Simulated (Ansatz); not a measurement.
**A substitution series on Sn: H to OH**

Gas-phase molecules. On one Sn centre that keeps Cl, n of the H ligands are replaced by OH. The dipole moment y in D at wB97M-V/def2-TZVPP. Shapes: PBE0-D4/def2-TZVP. Flexible molecules stand in one conformer, not always the lowest. Programs: Ansatz 0.2.0.

| molecule | n | y (D) |
| --- | --- | --- |
| SnH3Cl | 0 | 2.51 |
| SnH2(OH)Cl | 1 | 1.93 |
| SnH(OH)2Cl | 2 | ? |
| Sn(OH)3Cl | 3 | 1.34 |

Q: Fit y = c + s·n to the known rows and predict SnH(OH)2Cl.

A: 
1. Means of the 3 rows: n = 1.33333, y = 1.927.
2. Σ(Δn)² = 4.6667, Σ(Δn·Δy) = -1.7567, so the slope is -1.7567/4.6667 = -0.37643.
3. Intercept: 1.927 − (-0.37643) × 1.33333 = 2.429. The largest residual of the fit is 0.12.
4. SnH(OH)2Cl: 2.429 + (-0.37643) × 2 = 1.68 D.

The run gave 0.76 D, so the prediction is off by +0.92 D, more than the largest residual. The steps per swap are uneven (-0.58, -1.17, +0.58), so a line is a poor model. Dipoles add as vectors. Other levels give for SnH(OH)2Cl: r2SCAN-D4/def2-TZVPP 0.76; B3LYP-D4/def2-TZVPP 0.75 D. For atoms past krypton def2 sets carry core potentials with scalar relativity. The series isn't monotonic at this level.

The dipole falls from 2.51 D in SnH3Cl to 0.76 D in SnH(OH)2Cl, then recovers to 1.34 D in Sn(OH)3Cl. This doesn't mean that the bonds become less polar: Sn–O is more polar than Sn–H, and the polar bonds increasingly oppose one another around the tin centre. Cancellation along the Sn–ligand axes is not enough, however. With fixed bond dipoles and ideal tetrahedral angles, it could not bring the doubly substituted molecule so far below SnH3Cl. The missing part probably comes from the bent Sn–O–H groups, whose O–H bonds and oxygen lone pairs contribute off-axis components that depend on torsion. In SnH(OH)2Cl these apparently oppose the remaining dipole, while the third OH partly upsets that balance.

The close agreement between functionals suggests that the minimum is not peculiar to one description of the electron density. It does not establish an intrinsic effect of the substitution count, since rotation about the Sn–O bonds could change the depth of the minimum or even the order of the series.
